# Fukuyama–Lee–Rice weak pinning: what the prefactor costs

## The balance

Take a charge-density wave $\rho=\rho_c+\rho_1\cos(\mathbf Q\cdot\mathbf r+\phi)$ with fixed amplitude and impurities at random sites $\mathbf R_i$ of density $n_i$:

$$E=\int d^dr\,\Big[\tfrac K2(\nabla\phi)^2-\frac{\rho_c\mathcal E}{Q}\phi\Big]+v\sum_i\cos(\mathbf Q\cdot\mathbf R_i+\phi),\qquad v=V_0\rho_1 .$$

Let the phase change by order one over a length $L$. That costs $KL^{d-2}$. The $n_iL^d$ impurities have random phases, so the gain is $v\sqrt{n_iL^d}$. Equating the two gives

$$L_0\sim\Big(\frac{K}{v\sqrt{n_i}}\Big)^{2/(4-d)} .$$

For $d<4$ the gain wins at large $L$, and true long-range phase order is lost. The field energy $\rho_c\mathcal E L_0^d/Q$ matches the elastic energy at $E_T\sim KQ/(\rho_cL_0^2)\propto n_i^{2/(4-d)}$. In $d=3$ this is $n_i^2$, against $E_T\propto n_i$ for strong pinning, where each impurity fixes the phase by itself. An inertial phase mode of velocity $c_\phi$ is pinned at $\omega\sim c_\phi/L_0$. With friction $\gamma$ and negligible inertia, typical of NbSe$_3$, the relevant rate is $K/(\gamma L_0^2)$. This is the argument of Fukuyama and Lee (1978) and Lee and Rice (1979). It fixes exponents. My subject is the price of the number hidden in "$\sim$".

## A model with an exact answer

Linearise the cosine, as in Larkin's random-force model. Then $-K\nabla^2\phi=f$ with $\langle f(\mathbf r)f(\mathbf r')\rangle=\Delta\,\delta(\mathbf r-\mathbf r')$ and $\Delta=n_iv^2/2$, the half being $\langle\sin^2\rangle$. Set $d=3$, clamp $\phi=0$ on a sphere of radius $R$, and ask for the phase variance at the centre. The Green function from the centre is $G=(1/r-1/R)/4\pi K$, so

$$\langle\phi_0^2\rangle=\Delta\int G^2d^3r=\frac{\Delta}{4\pi K^2}\int_0^R\Big(1-\frac rR\Big)^2dr=\frac{\Delta R}{12\pi K^2}.$$

My convention for the domain size is $\langle\phi_0^2\rangle=1$, which gives $R_c=24\pi K^2/(n_iv^2)$, the $d=3$ form of $L_0$. Every method returns $s$ times the exact variance, hence $R_c/s$, a frequency scale times $s$ and a field scale times $s^2$. The deviation is $\delta=1-s$.

Since $G$ is spherical, $\phi_0$ feels only the angular average $\bar f$, sample by sample. With $\chi=r\bar\phi$ and $g=r\bar f$ the problem is $-K\chi''=g$, $\chi(0)=\chi(R)=0$, $\phi_0=\chi'(0)$, and $\langle g(r)g(r')\rangle=(\Delta/4\pi)\,\delta(r-r')$. All three methods work on this radial problem. Work $W$ counts multiplications and divisions and drops fixed overheads. Memory counts stored numbers.

## Method A: the balance, mode by mode

The balance is a Ritz calculation with one shape. Put $\chi=A\,u(x)$ with $x=r/R$. Minimising elastic cost minus random gain gives $A=R\int gu\,dx\cdot R/(K\int u'^2dx)$, and averaging gives

$$s=3\,u'(0)^2\,\frac{\int_0^1u^2dx}{\big(\int_0^1u'^2dx\big)^2}.$$

The eigenmodes $u_m=\sin m\pi x$ decouple and contribute $6/(\pi^2m^2)$ each. With $n$ of them,

$$s_n^A=\frac6{\pi^2}\sum_{m=1}^n\frac1{m^2},\qquad \delta^A_n=\frac6{\pi^2}\psi'(n+1)=\frac{6}{\pi^2}\Big(\frac1n-\frac1{2n^2}+\frac1{6n^3}-\dots\Big),$$

where $\psi'$ is the trigamma function. One mode gives $s=0.608$. Each term needs a square and a division, so $W=2n$, and memory is one accumulator. The $1/n$ law is the short-wave tail $\int_\Lambda k^{d-1}dk/k^4\propto\Lambda^{d-4}$ at $d=3$. The $4-d$ that sets $L_0$ also sets the convergence.

Richardson extrapolation $2s_{2n}-s_n$ cancels the $1/n$ term. I call it AR. It leaves $\delta=(6/\pi^2)\big[1/(4n^2)-1/(8n^3)+\dots\big]$ at $W=4n$ with two stored numbers.

**Question.** *Ritz is variational. Isn't $s$ then a bound?*

Only the energy is bounded. The parabolic dome $\phi\propto1-x^2$, that is $u=x-x^3$, gives $s=5/14=0.357$. The cone $u=x(1-x)$ gives $0.900$. Adding $x^2(1-x)$ to the cone overshoots to $44/35=1.257$. The three single shapes span a factor $2.5$ in $R_c$, and a richer basis moved the cone further from the answer. The sines approach from below only because their contributions are independent and positive.

## Method B: a grid and one direct solve

Use $n$ intervals of width $h=R/n$. The equations are $(K/h)\,T\chi=F$ with $T=\mathrm{tridiag}(-1,2,-1)$ of size $n-1$, independent nodal forces of variance $\Delta h/4\pi$, and $\phi_0=\chi_1/h$. Linearity lets us skip the samples. Solve $Tw=e_1$ once, which gives $w_j=1-j/n$, and sum squares:

$$s_n^B=\frac3n\sum_{j=1}^{n-1}w_j^2=\frac{(n-1)(2n-1)}{2n^2},\qquad\delta_n^B=\frac3{2n}-\frac1{2n^2}.$$

The stencil is second order, yet the deviation is first order, because the tail above $k\sim1/h$ is missing. The Thomas algorithm needs $5N-4$ operations for $N=n-1$ unknowns, and the squares add $N$. So $W=6n-10$ and memory is $4(n-1)$. Extrapolation (BR, with $n\ge2$ so that the coarse grid has a node) gives exactly $\delta=1/(4n^2)$ at $W=18n-20$ and memory $4(2n-1)$. B needs no eigenfunctions and accepts a stiffness $K(r)$.

## Method C: sample and relax

A and B average analytically, which the cosine forbids. The method that survives the cosine draws $M$ force configurations and relaxes each. Here I use $I$ Jacobi sweeps from $\chi=0$, $\chi_j\leftarrow\frac12(\chi_{j-1}+\chi_{j+1}+hF_j/K)$, an explicit step of overdamped dynamics. Grid mode $m$ has eigenvalue $4\sin^2(m\pi/2n)$ of $T$ and reaches the fraction $1-\cos^I(m\pi/n)$ of its final amplitude. The mean result is

$$s^C_{n,I}=\frac3{2n^2}\sum_{m=1}^{n-1}\cot^2\frac{m\pi}{2n}\,\Big[1-\cos^I\frac{m\pi}n\Big]^2 .$$

For $I=cn^2$ the slowest mode adds about $(12/\pi^2)e^{-\pi^2c/2}$ to the grid bias, which is $0.009$ at $c=1$. So $c$ must grow like $(2/\pi^2)\ln(1/\epsilon)$ for accuracy $\epsilon$. For Gaussian forces $\phi_0^2$ has relative variance 2, and the root-mean-square deviation is

$$D=\sqrt{b^2+2s^2/M},\qquad b=1-s^C_{n,I}.$$

Work is $W=MI(n-1)$, random numbers not counted, and memory is $3(n-1)$. To split the tolerance, set $s\approx1$, $b\approx3/(2n)$ and fixed $c$. Then $W\propto b^{-3}(\epsilon^2-b^2)^{-1}$, which is least at $b^2=3\epsilon^2/5$. This gives $M=5/\epsilon^2$, $n=1.94/\epsilon$ and $W\approx36\,c\,\epsilon^{-5}$.

## Cheapest setting for a stated accuracy

Entries are $n$; deviation; $W$. For A, AR, B and BR, $n$ is the smallest allowed value that meets the target.

| target | A | AR | B | BR |
|---|---|---|---|---|
| 0.3 | 2; 0.240; 4 | 1; 0.088; 4 | 5; 0.280; 20 | 2; 0.0625; 16 |
| 0.1 | 6; 0.093; 12 | 1; 0.088; 4 | 15; 0.098; 80 | 2; 0.0625; 16 |
| 0.01 | 61; 0.0099; 122 | 4; 0.0083; 16 | 150; 0.00998; 890 | 5; 0.0100; 70 |
| 0.001 | 608; 0.000999; 1216 | 13; 0.00086; 52 | 1500; 0.00100; 8990 | 16; 0.00098; 268 |

The settings for C are guided by the allocation rule and are not finely optimised.

| target | $n$ | $I$ | $M$ | $b$ | $D$ | $W$ | memory |
|---|---|---|---|---|---|---|---|
| 0.3 | 6 | 36 | 40 | 0.243 | 0.296 | 7200 | 15 |
| 0.1 | 20 | 400 | 550 | 0.082 | 0.099 | $4.18\times10^6$ | 57 |
| 0.01 | 200 | 60000 | 65000 | 0.0082 | 0.0099 | $7.76\times10^{11}$ | 597 |

For 0.001 the rule with $c=2$ gives about $7\times10^{16}$. At the 0.01 target the memories of A, AR, B and BR are 1, 2, 596 and 36 numbers.

The single-mode balance has $\delta=0.392$ and meets none of the targets. AR is cheapest throughout, tied with A at 0.3. If the eigenmodes are not available, BR is the choice, at $4.4$ times the work of AR for one per cent. Plain A beats BR at 0.1 and loses at 0.01, where $W\propto\epsilon^{-1}$ has overtaken $W\propto\epsilon^{-1/2}$. Counts below about twenty are comparable with the dropped overheads, so that ranking at 0.1 is soft. At one per cent C costs $1.1\times10^{10}$ times BR.

## Best result inside a budget

Entries are $n$; deviation.

| budget $W$ | A | AR | B | BR | C |
|---|---|---|---|---|---|
| 20 | 10; 0.058 | 5; 0.0055 | 5; 0.280 | 2; 0.0625 | – |
| 100 | 50; 0.0120 | 25; $2.4\times10^{-4}$ | 18; 0.082 | 6; 0.0069 | – |
| $10^4$ | 5000; $1.2\times10^{-4}$ | 2500; $2.4\times10^{-8}$ | 1668; $9.0\times10^{-4}$ | 556; $8.1\times10^{-7}$ | 6; 0.28 |

The C entry uses $I=36$, $M=55$, $W=9900$. AR is best in every budget and BR is best without eigenmodes. A hundredfold budget improves A and B a hundredfold, AR and BR ten-thousandfold, and C by $100^{1/5}=2.5$.

**Question.** *Why stop at one extrapolation?*

A second one makes B exact, because $s^B_n$ is a quadratic in $1/n$. That is a gift of this geometry and would mislead as a ranking.

**Question.** *Real domains aren't spheres. What survives?*

The exponent of the deviation survives, since it comes from the tail; the prefactors change. The unknowns grow as $n^3$. Weyl's law gives $2\pi^2n^3/9=2.19\,n^3$ modes below $k=n\pi/R$. If the modes must be found by dense diagonalisation, work is $n^9\propto\epsilon^{-9}$ and memory $n^6$. The grid solve by conjugate gradients has a condition number $\propto n^2$, needs of order $n$ iterations up to a logarithm, and costs $n^4\propto\epsilon^{-4}$ with memory $n^3$. Where the expansion in $h$ is smooth enough to extrapolate, that becomes $\epsilon^{-2}$. For C the work is $Mn^5$, the best split moves to $b^2=5\epsilon^2/7$, and $W\propto\epsilon^{-7}$. Without symmetry the grid scales better than numerically computed modes, and the order of A and B reverses at small $\epsilon$.

## Ta-doped NbSe$_3$

Ta replaces Nb with the same valence, which makes it a candidate for weak pinning. The stiffness is anisotropic, $K$ along the chains and $\eta_x^2K$, $\eta_y^2K$ across. Rescaling $x=\eta_xx'$, $y=\eta_yy'$ multiplies both $K$ and $\Delta$ by $\eta=\eta_x\eta_y$, so the radius along the chains is $R_c=24\pi K^2\eta/(n_iv^2)$. With an energy $(\hbar v_F/4\pi)(\partial_z\phi)^2$ per chain and $n_{ch}$ chains per area, $K=\hbar v_Fn_{ch}/2\pi$. Two electrons per wavelength give $\rho_c/Q=en_{ch}/\pi$, so the field scale is $\mathcal E_0=KQ/(\rho_cR_c^2)=\hbar v_F/(2eR_c^2)$.

Assumed inputs, all of them: $\hbar v_F=2$ eV Å, $n_{ch}=1.4$ nm$^{-2}$, Nb density $1.2\times10^{22}$ cm$^{-3}$, Ta fraction 0.1 %, $\eta_x=0.1$, $\eta_y=0.05$, amplitude cut-off $a=2$ nm along the chains, and $v=8$ meV. I chose $v$ so that the model lands on a domain of order a micrometre and a field of order 1 V/cm, the orders I assume as typical for light Ta doping. No agreement can be read from that.

The model then has $K=0.045$ eV/nm, $n_i=0.012$ nm$^{-3}$, $R_c=1.0$ µm and transverse radii $0.1$ and $0.05$ µm. The domain holds $N_i=\frac{4\pi}3R_c^3\eta n_i\approx2\times10^5$ impurities, and $\mathcal E_0\approx1$ V/cm. The single sine mode would give $1.6$ µm and $0.4$ V/cm, since the field carries $s^2=0.37$.

**Question.** *Thin crystals show a different concentration law, don't they?*

The balance says so. Once the thickness falls below the transverse domain size the phase is uniform across it, $d=2$, and $E_T\propto n_i$ at fixed thickness. That weak-pinning law has the same exponent as strong pinning, so the $n_i^2$ test needs thick crystals.

**Question.** *Is one per cent on the linear model worth anything?*

Let me size what the model drops. Removing impurities within $a$ of the centre lowers $s$ by $3a/R_c=0.006$. Discrete Poisson impurities make $\phi_0$ non-Gaussian, with excess kurtosis

$$\kappa=\frac{\frac38n_iv^4\int G^4}{\big(\frac12n_iv^2\int G^2\big)^2}\approx\frac92\,\frac{R_c}{aN_i}=0.009 ,$$

small beside the 2 in the relative variance of $\phi_0^2$. The linearisation is the large item. The impurity force correlates as $\cos(\phi-\phi')$ between two phase values, and a Gaussian shift of unit variance reduces that to $e^{-1/2}=0.61$. This loss of $0.39$ is as large as the deviation of the single-mode balance. Beyond $R_c$ the linear growth of the variance no longer describes the cosine model at all, and $\mathcal E_0$ is a scale, with no claim on the prefactor of $E_T$.

The choice follows from that. For the exponents $R_c\propto n_i^{-1}$ and $E_T\propto n_i^2$, one mode is enough, because $s$ does not depend on $n_i$. For the length scale, two modes with extrapolation bring $\delta$ to $0.088$ in four operations, well under the $0.39$ that linearisation costs, and further work on A or B refines only the linear model. The prefactor of the threshold field needs the cosine, hence C, and the linear benchmark suggests planning for ten per cent at best, since each further decade in accuracy costs about seven decades in work on a full three-dimensional grid.